Boron looks like the faulty row. Its 2p shell is split by only 20 cm⁻¹, against about 200 cm⁻¹ in N²⁺ and about 10⁴ cm⁻¹ in P¹⁰⁺, which hold the same five electrons. The hydrogen-like formula with the full nuclear charge overshoots boron elevenfold. Boron is also the row in which the Dirac result departs most from first-order theory, by 11 % of the first-order value, although it has the lightest nucleus and the weakest relativity. The row is sound: both oddities come from the other four electrons, whose weight is largest where the nuclear charge $Z$ is smallest.

Five-electron atoms and ions, [He] 2s² 2p¹, computed with the B-spline radial atomic code 1 at the basis-set limit. ε(2p3/2) − ε(2p1/2) is from Dirac-Coulomb Hartree-Fock (nl average, Fermi nucleus), the other 2p quantities from non-relativistic Hartree-Fock (configuration average, point nucleus). ζ = (α²/2)<(1/r) dV/dr>, V being the field of the nucleus and the other electrons without exchange.

| species | Z | charge (e) | ε(2p), non-rel. (eV) | ε(2p3/2) − ε(2p1/2) (cm⁻¹) | (l+1/2) ζ(2p) (cm⁻¹) | Dirac / first order | <r⁻³>(2p), non-rel. (bohr⁻³) |
| --- | --- | --- | --- | --- | --- | --- | --- |
| B | 5 | 0 | -8.43162 | 20.40 | 23.01 | 0.887 | 0.7756 |
| C+ | 6 | 1 | -24.6198 | 79.33 | 86.85 | 0.913 | 2.222 |
| N2+ | 7 | 2 | -47.7729 | 209.8 | 225.6 | 0.930 | 4.678 |
| O3+ | 8 | 3 | -77.8186 | 452.3 | 480.5 | 0.941 | 8.397 |
| F4+ | 9 | 4 | -114.721 | 856.3 | 901.7 | 0.950 | 13.63 |
| Ne5+ | 10 | 5 | -158.462 | 1480 | 1548 | 0.956 | 20.63 |
| Mg7+ | 12 | 7 | -266.417 | 3666 | 3794 | 0.966 | 40.91 |
| Al8+ | 13 | 8 | -330.619 | 5390 | 5555 | 0.970 | 54.69 |
| Si9+ | 14 | 9 | -401.634 | 7657 | 7864 | 0.974 | 71.24 |
| P10+ | 15 | 10 | -479.459 | 10570 | 10820 | 0.977 | 90.80 |

The splitting $\varepsilon(2p_{3/2})-\varepsilon(2p_{1/2})$ is a difference of two orbital energies from Dirac-Coulomb Hartree-Fock. Beside it stands the first-order estimate $(l+\tfrac12)\zeta$, with $l=1$, where $\zeta$ is the spin-orbit parameter evaluated on the non-relativistic 2p orbital. That orbital also supplies the energy $\varepsilon(2p)$ and the average $\langle r^{-3}\rangle$ over the electron's distance $r$ from the nucleus. Every row is 2s² 2p¹, so one configuration is followed throughout.

The starting point is $\zeta=\tfrac{\alpha^2}{2}\langle \tfrac1r\tfrac{dV}{dr}\rangle$, with $\alpha$ the fine-structure constant and $V$ the field of the nucleus and the other electrons. By Gauss's law a spherical field has $dV/dr=[Z-N(r)]/r^2$, where $N(r)$ counts the other electrons inside radius $r$. Hence $\zeta=\tfrac{\alpha^2}{2}Z_i\langle r^{-3}\rangle$, where the inner charge $Z_i$ is $Z-N(r)$ averaged with the weight $r^{-3}$. In wavenumbers the prefactor is $\alpha^2R=5.8437$ cm⁻¹, $R$ being the Rydberg constant. A lone 2p electron has $N=0$ and $\langle r^{-3}\rangle=Z^3/24$, so that

$$\Delta=\tfrac32\,\alpha^2R\,Z\cdot\frac{Z^3}{24}=0.3652\,Z^4\ \text{cm}^{-1}.$$

One power of $Z$ is the strength of the field, and three are the shrinking of the orbital.

The tempting explanation is that this law governs the sequence, since spin-orbit coupling arises close to the nucleus, where screening is supposed to be weak. The numbers reject it in size and in slope. For boron it gives $0.3652\times625=228$ cm⁻¹ against 20.40, and for P¹⁰⁺ it is still 1.75 times the tabulated value. Tripling $Z$ multiplies $Z^4$ by 81, whereas the splitting grows 518-fold. A prefactor fitted to all ten rows cannot repair a wrong slope and leaves boron 261 % too high. The local exponent $d\ln\Delta/d\ln Z$ falls steadily from 7.45 between B and C⁺ to 4.67 between Si⁹⁺ and P¹⁰⁺ and stays above 4 in every interval.

The second explanation replaces $Z$ by one screened charge, $\Delta=0.3652\,(Z-\sigma)^4$ cm⁻¹. Differentiating gives a local exponent $4Z/(Z-\sigma)$, which exceeds 4 and sinks toward it as $Z$ grows: a fixed number of screening electrons cancels a large share of a small nuclear charge, so each added proton raises the net charge by a large fraction. This is the main reason for the steep rise, and it accounts for most of boron's factor of eleven. With $\sigma=2.15$ fitted to the logarithm of all ten splittings, the exponent at the heavy end comes out as 4.70, close to the table's 4.67. At the light end it is 6.59 against 7.45, and boron is 17.5 % too high while P¹⁰⁺ is 5.9 % too low, both relative to the tabulated splitting. The screening that each row needs drifts monotonically from 2.27 in boron to 1.96 in P¹⁰⁺.

The idea of a single charge breaks altogether if that charge is read from the orbital energy, through the hydrogenic relation $|\varepsilon|=Z_\varepsilon^2/4$ in rydbergs. It then reproduces 0.11 of the boron splitting and 0.69 of that of P¹⁰⁺. Each property samples its own range of radii and so has its own screening. In N²⁺ the energy implies that 3.25 units of charge are screened, $\langle r^{-3}\rangle$ implies 2.18, and $Z_i$ implies 1.50. The same order holds in all ten rows.

The radii make this order plausible. For a hydrogen-like 2p shape with charge $Z'$ the weight in $\langle r^{-3}\rangle$ goes as $r\,e^{-Z'r}$ and peaks at $1/Z'$, which for N²⁺ is $1/(7-2.18)\approx0.21$ bohr. The same calculation puts the mean radius of the 1s orbital at 0.23 bohr and that of 2p at 1.12 bohr. The mean of the weight lies at twice its peak radius. The spin-orbit integral is thus collected across the 1s shell and its outer flank, mostly inside the 2s shell and with part of the 1s charge still outside, which is why fewer than two electrons screen $Z_i$. How much 2p amplitude reaches that region depends on the size of the whole orbital, which is settled farther out, among the 2s electrons. The drift has a matching sign in the radii. The ratio of the 2p to the 1s mean radius is $1.12/0.227\approx4.9$ in N²⁺, $0.661/0.156\approx4.2$ in Ne⁵⁺ and $0.472/0.119\approx4.0$ in Al⁸⁺. As the nuclear charge grows, the 2p orbital shrinks faster than the 1s shell, and less of the core's charge lies inside the radii that it samples. Three rows show the contraction. Gauss's law links it only to the screening of $Z_i$, which falls from 1.62 to 1.41 and enters with one power. Most of the drift comes through $\langle r^{-3}\rangle$, whose screening falls from 2.35 to 2.04 and enters with three; that the same contraction drives it is plausible but not shown.

The third explanation, the Landé formula, builds the two regions in from the start. The hydrogenic average can be written as

$$\langle r^{-3}\rangle=\frac{Z^2}{n^3}\cdot\frac{Z}{l(l+\frac12)(l+1)}.$$

The factor $Z^2/n^3$ is the classical frequency of the radial motion, that is, how often the electron visits the nucleus. The remaining factor describes one passage through the inner region. For a penetrating electron the frequency is set outside, by the charge $Z_a$ of the ion left behind (the ionic charge plus one) and by the effective quantum number $n^*$ defined through $|\varepsilon|=Z_a^2/n^{*2}$ in rydbergs. The inner passage and the field each bring one power of an inner charge $Z-s$. For a p electron,

$$\Delta=\alpha^2R\,\frac{Z_a^2\,(Z-s)^2}{2\,n^{*3}}.$$

One constant, $s=1.249$, was fitted to the logarithm of all ten splittings. For N²⁺, which was part of the fit, $Z_a=3$ and $|\varepsilon|=47.7729/13.606=3.511$ rydberg, so $n^*=3/\sqrt{3.511}=1.601$ and $n^{*3}=4.104$. The inner charge is $7-1.249=5.751$, with square 33.07. Then $\Delta=5.8437\times9\times33.07/(2\times4.104)=211.9$ cm⁻¹, which is 1.0 % above the tabulated 209.8. The worst row is boron, 1.7 % low. The row-by-row results are printed after this text.

The formula also says where the growth from B to P¹⁰⁺ comes from within its own terms. The outer charge contributes $11^2=121$, the inner charge $(13.751/3.751)^2=13.4$, and $n^*$, rising from 1.270 to 1.853, takes back a factor 3.11; the product is about 520. With $Z_a$ held at 1, as in neutral atoms, the same formula makes the splitting of a valence p shell grow roughly as $Z^2$, provided that $n^*$ changes little. Along an isoelectronic sequence both charges grow. The small $n^*$ of boron is essential: with $n=2$ in its place, boron would need an inner charge of 7.47, more than its nucleus carries.

The numbers decide less between the second and third explanations than this success suggests. Letting the screening vary as $\sigma_0+\sigma_1/Z$, the form that an expansion in $1/Z$ calls for, brings the screened fourth-power law within 1.6 % of every row, with an rms error of 0.9 % against 0.8 % for Landé. The Landé form needs one constant fewer but borrows the computed $\varepsilon$ of each row. Its separation into inner and outer regions is also weakly founded for a nodeless 2p orbital that lies at the same radius as 2s. Both sets of residuals are systematic, and the larger ones far exceed the rounding of the splittings, which is under 0.05 %. The two constants of the screened fit trade against each other, so $\sigma_0$ is no limit for large $Z$, and $s$ is not the screening of $Z_i$. It averages two unequal charges: in N²⁺ the passage needs $3\langle r^{-3}\rangle n^{*3}/Z_a^2=6.40$ and the field $\Delta/(\tfrac32\alpha^2R\langle r^{-3}\rangle)=5.12$. From B to P¹⁰⁺ the screening of the first rises from about 0.2 to 0.7 while that of the second falls from 2.0 to 1.7, so the near constancy of $s$ is partly a cancellation. What the table establishes is that bare $Z^4$ fails and that one constant screening is insufficient at the light end. For a neighbouring ion the rule follows: above neon, take a screening close to 2 in the fourth-power law, slowly falling with $Z$; toward the neutral end, use the orbital energy and the two-charge form.

Boron's second oddity is the column Dirac / first order, which rises monotonically from 0.887 to 0.977. Here the tempting reading is that first-order perturbation theory breaks down and higher orders of relativity take over. The Dirac energies of a one-electron ion give the next term as a factor $1+\tfrac58(\alpha Z)^2$. It is positive, so it cannot push the ratio below 1, and it amounts to 0.08 % in boron and 0.75 % in P¹⁰⁺. It supplies 7 % of the rise in the ratio. This is a hydrogenic estimate with the bare charge, but the orbitals support its smallness: the Dirac $\langle r^{-3}\rangle$ of $2p_{3/2}$ exceeds the non-relativistic value by 0.03 % in N²⁺ and 0.12 % in Ne⁵⁺, where the deficits are 7.0 % and 4.4 % of the first-order value. A term of this size is as large as the residuals of the two good fits at the heavy end, which have opposite signs (+0.7 % and −0.6 % in P¹⁰⁺), and neither contains it explicitly, which is one more reason not to rank them. The spin-other-orbit interaction cannot explain the deficit either, since neither column contains it. The two columns use different nuclear models, but a 2p electron has next to no density inside so light a nucleus.

The shape of the deficit points to the other electrons. Expressed as a shortfall of charge, $Z_i(1-\text{ratio})$, it is 0.38 in boron, nearly the same in N²⁺, and 0.31 in P¹⁰⁺. Once the hydrogenic higher-order factor is divided out, all rows lie between 0.385 and 0.411. That spread is wider than the rounding of the ratio allows (±0.002 in boron, ±0.007 in P¹⁰⁺), and the flatness leans on the estimate used, so the shortfall is only roughly constant at 0.4. A constant shortfall set against a growing $Z_i$ gives a relative deficit falling about as $1/Z_i$. The absolute gap then grows roughly with $\langle r^{-3}\rangle$: it widens from 2.6 to 250 cm⁻¹, some 96-fold, while $\langle r^{-3}\rangle$ grows 117-fold.

Theory names a candidate. The Dirac-Fock energies contain exchange of the 2p electron with 1s and 2s. Reduced to order $\alpha^2$, the Coulomb repulsion between Dirac electrons yields a spin-orbit term in the field of the other electrons with a direct and an exchange part, and $\zeta$ keeps only the direct one. A two-electron term scales as $Z^3$ against $Z^4$ for the nuclear term, which is the $1/Z$ pattern seen. With one 2p electron there is no 2p–2p interaction to compete. The scaling fits, and the Breit shifts given below test sign and size. For one p electron outside closed s shells the spin-other-orbit term has no direct part, and its exchange part is twice the exchange part of the Coulomb-derived term, with the same sign. The Breit shifts lower the splitting by charges of 0.78 in N²⁺ and 0.79 in Ne⁵⁺, so the exchange that $\zeta$ omits should lower it by about 0.39 in both; the columns differ by 0.385 and 0.377. Exchange thus accounts for the shortfall in these two ions and leaves little room for the relaxation part that an eigenvalue difference of a configuration average can hold. The deficit does not follow $(\alpha Z)^2$, so it is no sign that first order in $\alpha^2$ has failed.

Neither column is the observed fine-structure interval. The Breit interaction, which carries the spin-other-orbit term, is outside the Dirac-Coulomb Hamiltonian. The same calculation gives its first-order shifts of the two levels: they lower the splitting of N²⁺ by 32 cm⁻¹ to 178 cm⁻¹, and that of Ne⁵⁺ by 142 cm⁻¹ to 1338 cm⁻¹, or 15 % and 10 % of the tabulated values. As a charge this is 0.78 and 0.79, about twice the shortfall between the two columns, as the two-to-one rule above requires. In these two ions the step from first order to Dirac-Coulomb therefore matters less than the step to Breit. The measured intervals, as rough recalled values, are near 170 and 1300 cm⁻¹, much closer to the Breit-corrected numbers than to the tabulated ones. Electron correlation is absent as well, and the mixing of 2s²2p with 2p³ is known to be strong in this sequence, so the fitted $\sigma$ and $s$ describe Dirac-Coulomb Hartree-Fock and would change if fitted to spectra.

Output of the analysis:

```
alpha^2 R = 5.8437 cm-1; hydrogenic 2p splitting = 0.3652 Z^4 cm-1
growth B to P10+: split 518, first order 470, <r^-3> 117, Z_i 4.02, Z^4 81
end-to-end exponent in Z: 5.69
local exponent, table:   7.45 6.31 5.75 5.42 5.19 4.98 4.82 4.74 4.67
local 4Z/(Z-sigma), fit: 6.59 5.99 5.62 5.36 5.17 4.98 4.83 4.76 4.70
A c*Z^4: c = 0.323 of hydrogenic; worst +261.1 % (B), rms 92.0 %
B (Z-sigma)^4: sigma = 2.153; worst +17.5 % (B), rms 7.7 %
B2 sigma = 1.772 + 2.427/Z; worst -1.6 % (C+), rms 0.9 %
B with charge from eps, model/table: 0.11 (B) to 0.69 (P10+)
C Lande, inner charge Z-s: s = 1.249; worst -1.7 % (B), rms 0.8 %
C with n = 2 in place of n*, inner charge needed: 7.47 (B) to 15.47 (P10+)
ion   Z^4/table  B %   B2 %   C %  rounding %  row sigma  row s   n*
B       11.19   +17.5   +1.3  -1.7    0.025      2.266    1.217  1.270
C+       5.97    +0.8   -1.6  +1.2    0.006      2.161    1.277  1.487
N2+      4.18    -4.0   -1.2  +1.0    0.024      2.104    1.278  1.601
O3+      3.31    -5.7   -0.5  +0.7    0.011      2.068    1.272  1.673
F4+      2.80    -6.3   -0.0  +0.4    0.006      2.042    1.264  1.722
Ne5+     2.47    -6.5   +0.3  +0.2    0.034      2.021    1.256  1.758
Mg7+     2.07    -6.4   +0.7  -0.2    0.014      1.991    1.237  1.808
Al8+     1.94    -6.2   +0.7  -0.4    0.009      1.978    1.227  1.826
Si9+     1.83    -6.1   +0.7  -0.5    0.007      1.967    1.217  1.841
P10+     1.75    -5.9   +0.7  -0.6    0.047      1.957    1.208  1.853
screening Z-Zeff from eps, <r^-3>, zeta/<r^-3>; deficit as missing charge Z_i*(1-ratio)
ion   s(eps) s(r3) s(Z_i)  Z_i  gap cm-1  1-ratio %  5/8(aZ)^2 %  missing  after rel. term
B      3.43   2.35  1.62   3.38     2.6     11.3       0.08       0.382     0.385
C+     3.31   2.24  1.54   4.46     7.5      8.7       0.12       0.388     0.393
N2+    3.25   2.18  1.50   5.50    15.8      7.0       0.16       0.385     0.393
O3+    3.22   2.14  1.47   6.53    28.2      5.9       0.21       0.385     0.398
F4+    3.19   2.11  1.45   7.55    45.4      5.0       0.27       0.377     0.397
Ne5+   3.17   2.09  1.44   8.56    68.0      4.4       0.33       0.377     0.404
Mg7+   3.15   2.06  1.42  10.58   128.0      3.4       0.48       0.360     0.408
Al8+   3.14   2.05  1.41  11.59   165.0      3.0       0.56       0.348     0.411
Si9+   3.13   2.04  1.41  12.59   207.0      2.6       0.65       0.327     0.407
P10+   3.13   2.04  1.41  13.59   250.0      2.3       0.75       0.313     0.411
rounding of ratio gives missing charge +-0.002 (B) to +-0.007 (P10+)
rise of ratio 0.090; rise of 5/8(aZ)^2 0.0067, i.e. 7 % of it
missing charge after rel. term: mean 0.401, range 0.385 to 0.411
N2+ Breit: -32 cm-1 (-15.3 %), split becomes 178 cm-1, as charge 0.78
N2+ <r^-3> Dirac 2p3/2 against non-rel.: +0.03 %
Ne5+ Breit: -142 cm-1 (-9.6 %), split becomes 1338 cm-1, as charge 0.79
Ne5+ <r^-3> Dirac 2p3/2 against non-rel.: +0.12 %
```
